\subsection*{The PC gradient coefficient and the SCE functional: a wrong identification}

The attempt below is wrong. It presents the gradient coefficient of the point-charge-plus-continuum (PC) model of Seidl, Perdew and Kurth (2000) as exact. Hartree atomic units are used. The strong-interaction limit is $W_\infty[n]=V_{ee}^{\rm SCE}[n]-U[n]$, where $V_{ee}^{\rm SCE}$ is the least Coulomb repulsion compatible with $n$ and $U$ is the Hartree energy. Since $\langle\sum_i v_H(\mathbf r_i)\rangle=2U$ for the Hartree potential $v_H$,
\begin{equation}
W_\infty=\Big\langle V_{ee}-\sum_i v_H(\mathbf r_i)+U\Big\rangle ,
\label{eq:es}
\end{equation}
which is exactly the mean electrostatic energy of point electrons in a positive background $n(\mathbf r)$.

\paragraph{Wrong attempt.} Give each electron a neutral spherical cell without dipole moment and write
\begin{equation}
W_\infty[n]\overset{?}{=}\int n(\mathbf r)\,E_{\rm cell}(\mathbf r)\,d^3r .
\label{eq:bad}
\end{equation}
In a sphere of radius $R$ let the background be $n_c+\gamma z$, with $\gamma=|\nabla n|$ and $z$ measured from the centre. Neutrality gives $\tfrac{4\pi}{3}R^3n_c=1$, and zero dipole places the electron at $z=d=\tfrac{4\pi}{15}\gamma R^5$. The part $\gamma z$ creates the potential $2\pi\gamma z(R^2/3-r^2/5)$. To order $\gamma^2$, background self-energy minus the potential at the electron is
\begin{equation}
E_{\rm cell}=\frac{3}{5R}+\frac{16\pi^2\gamma^2R^7}{315}-\frac{3}{2R}+\frac{d^2}{2R^3}-\frac{2\pi}{3}\gamma R^2d
=-\frac{9}{10R}-\frac{16\pi^2}{175}\gamma^2R^7 .
\end{equation}
The density at the electron is $n=n_c+\gamma d=3/(4\pi r_s^3)$, so $R=r_s(1+\tfrac{16\pi^2}{135}\gamma^2r_s^8)$ and $E_{\rm cell}=-\tfrac{9}{10r_s}+\tfrac{8\pi^2}{525}\gamma^2r_s^7$. Hence
\begin{equation}
W_\infty^{\rm PC}=\int\Big[A\,n^{4/3}+B\,\frac{|\nabla n|^2}{n^{4/3}}\Big]d^3r ,
\label{eq:pc}
\end{equation}
with $A=-\tfrac{9}{10}(4\pi/3)^{1/3}=-1.4508$ and $B=\tfrac{3}{350}(3/4\pi)^{1/3}=0.005317$. The corresponding coefficient of spin-unpolarised exchange, from $\mu=10/81$, has the opposite sign, $-0.00238$. For hydrogen, $n=e^{-2r}/\pi$, the two integrals are $\tfrac{27}{64}\pi^{-1/3}$ and $\tfrac{27}{2}\pi^{1/3}$. The attempt concludes, wrongly, that
\begin{equation}
W_\infty[n_H]\overset{?}{=}-0.41790+0.10513=-0.31277 ,
\end{equation}
and that $B$ is confirmed as exact because the value needed to reach $-0.3125$ is $0.005331$, only $0.3\%$ larger.

\paragraph{Symptom.} With $U[n_H]=5/16$ this answer implies $V_{ee}^{\rm SCE}=-0.00027$, a negative repulsion for a single electron. If omitted terms are blamed, nothing shows that they are small, and a second one-electron density shows the contrary. For $n=\pi^{-3/2}e^{-r^2}$, Eq.~(\ref{eq:pc}) gives $-0.5316+0.1558=-0.3758$ against the exact $-U=-(2\pi)^{-1/2}=-0.3989$, an error of $5.8\%$. The coefficient needed is now $0.00453$, which is $15\%$ below $B$. Neither density determines a gradient coefficient.

\paragraph{Faulty lines.} The cell algebra is correct for the background assumed, but two steps fail. The first is Eq.~(\ref{eq:bad}), which replaces Eq.~(\ref{eq:es}) by non-interacting spheres, although spheres cannot tile the background. The zeroth order already feels this. For uniform density $-0.9/r_s$ is the lower bound of Lieb and Narnhofer, while the lattice sum for the bcc crystal, believed to be the minimiser, gives $-0.8959/r_s$, that is $A_{\rm bcc}=-1.4442$. The second is the background $n_c+\gamma z$, which drops the curvature term $\tfrac16(\nabla^2n)\,r^2$, of the same gradient order as $\gamma^2$. To first order in $\nabla^2 n$ this term adds $\tfrac{16\pi}{105}r_s^4\nabla^2n$ to the self-energy and $\tfrac{\pi}{6}r_s^4\nabla^2n$ to the potential at the electron, while the change of $R$ required by neutrality drops out because the energy at fixed $n$ is stationary at $R=r_s$. The cell energy thus gains $-\tfrac{\pi}{70}r_s^4\nabla^2n$, and with $\int n^{-1/3}\nabla^2n\,d^3r=\tfrac13\int|\nabla n|^2n^{-4/3}\,d^3r$ the gradient coefficient changes by $-\tfrac{1}{280}(3/4\pi)^{1/3}$. Even with Eq.~(\ref{eq:bad}) granted, the complete second-order coefficient of the spherical cell is $\tfrac{1}{200}(3/4\pi)^{1/3}=0.003102$, which is $42\%$ below $B$ and gives $-0.3566$ for hydrogen, an error of $14\%$. The derivation therefore makes $B$ the coefficient of the constant-gradient model, and leaves the SCE coefficient undetermined. Hydrogen also lies outside the expansion. The linearised background reaches zero at $n/\gamma=0.5$ bohr from the electron, whereas $r_s\ge(3/4)^{1/3}=0.91$ bohr everywhere.

\paragraph{Mended calculation.} For one electron $V_{ee}=0$, and the neutralising cell in Eq.~(\ref{eq:es}) is the whole density, whose dipole about the electron is not zero. With $v_H=1/r-(1+1/r)e^{-2r}$,
\begin{equation}
W_\infty[n_H]=\int n\,(U-v_H)\,d^3r=\tfrac{5}{16}-\tfrac{5}{8}=-0.3125 .
\end{equation}
Equation~(\ref{eq:pc}) is to be reported as an approximation to this value.

\paragraph{Size of the error.} For hydrogen $W_\infty^{\rm PC}-W_\infty=-0.00027$ hartree, or $0.09\%$. It is the remainder of a local error of $-0.10540$ and a gradient term of $+0.10513$. Replacing $A$ by $A_{\rm bcc}$ at fixed $B$ raises the result by $0.0019$ hartree, seven times that remainder, to $-0.3109$, an error of $+0.0016$ hartree. The small error of the model for hydrogen is thus smaller than the effect of the spherical-cell assumption at zeroth order, and it is no evidence that $B$ is exact.